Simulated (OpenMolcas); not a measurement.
## Predicting a hybrid from its neighbours: CH3ClF2Si

CH3ClF2Si: 8 atoms, total charge 0, spin state singlet. SMILES: `C[Si](F)(F)Cl`. The shape is that of a PBE0-D4/def2-TZVP optimisation.

The vertical ionisation energy (to the doublet cation) y, in eV, basis def2-SVP; a is the functional's share of exact exchange. Programs: OpenMolcas 26.06.

```
functional     program     a  y (eV)
       PBE  OpenMolcas     0   11.46
    revPBE  OpenMolcas     0   11.42
     B3LYP  OpenMolcas   0.2       ?
      PBE0  OpenMolcas  0.25   11.98
     BHLYP  OpenMolcas   0.5   12.20
```

Task: Fit y = c + s·a to the known rows and predict B3LYP.

Result: 
1. Means of the 4 rows: a = 0.1875, y = 11.765.
2. Σ(Δa)² = 0.17188, Σ(Δa·Δy) = 0.27125, so the slope is 0.27125/0.17188 = 1.5781.
3. Intercept: 11.765 − (1.5781) × 0.1875 = 11.469. The largest residual of the fit is 0.12.
4. B3LYP: 11.469 + (1.5781) × 0.2 = 11.78 eV.

The run gave 11.86 eV, so the prediction is off by -0.08 eV, within the largest residual.

The vertical ionisation energy rises with the share of exact exchange, from 11.46 eV in PBE to 11.98 eV in PBE0 and 12.20 eV in BHLYP, and the computed B3LYP value fits this order. PBE and PBE0 differ essentially only in exact exchange, so their gap isolates its effect: semilocal exchange leaves part of the self-repulsion uncancelled and favours a spread-out hole, which makes the cation too cheap. The electron probably leaves an orbital of mainly chlorine lone-pair character, mixed with the Si–C bond.

The rise is not uniform, being much smaller from PBE0 to BHLYP than from PBE to PBE0. A straight line therefore runs too low at intermediate shares, and interpolating between PBE and PBE0 alone would come closer to B3LYP. The flattening may reflect the different semilocal parts of BHLYP as much as a true curvature in exact exchange. The success of the interpolation shows that the functionals vary smoothly, not which of them lies nearest the experimental ionisation energy.
